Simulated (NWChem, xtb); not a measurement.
**How methods differ on Si2H5 (SMILES [SiH2][SiH3])**

The species is Si2H5 (7 atoms), meant as a doublet with charge 0. As SMILES, `[SiH2][SiH3]`. The shape is that of a PBE0-D4/def2-TZVP optimisation.

Quantity: the mean polarisability, in bohr³. The values are calculated.

| level | kind | program | value (bohr³) |
| --- | --- | --- | --- |
| GFN2-xTB | semi-empirical | xtb | 69.1 |
| GFN0-xTB | semi-empirical | xtb | 73.7 |
| UHF/STO-3G | Hartree–Fock | NWChem | 22.9 |
| UHF/3-21G | Hartree–Fock | NWChem | 46.7 |
| UHF/6-31G | Hartree–Fock | NWChem | 47.9 |
| UHF/6-31G* (spherical functions) | Hartree–Fock | NWChem | 46.7 |
| UHF/6-31G** (spherical functions) | Hartree–Fock | NWChem | 47.2 |
| UHF/6-311G** | Hartree–Fock | NWChem | 51.2 |

The values span 22.9 to 73.7 bohr³. Without the sets that lack polarisation functions the rows with a basis span only 46.7 to 51.2 bohr³.

The Hartree–Fock polarisability depends mainly on how freely the valence density can deform. STO-3G gives only 22.9 bohr³ because a minimal basis has almost no room for the field to mix in outer radial or higher angular character. Splitting the valence shell roughly doubles the value, as expected for a molecule whose response is carried by soft Si–Si and Si–H bonds and a singly occupied orbital on silicon.

Enlarging the basis does not raise the value at every step: it falls from 47.9 to 46.7 bohr³ between 6-31G and 6-31G*, probably because d functions on silicon also tighten the bonding density. The close agreement among the split-valence sets is not convergence, since none contains the diffuse functions that describe the outer tail of the density, and the Hartree–Fock values are therefore probably too low.

The larger xTB values probably come from parametrised atomic polarisabilities rather than an orbital response, which would spare them the minimal-basis collapse. They therefore cannot serve as a basis-set limit for the Hartree–Fock series.
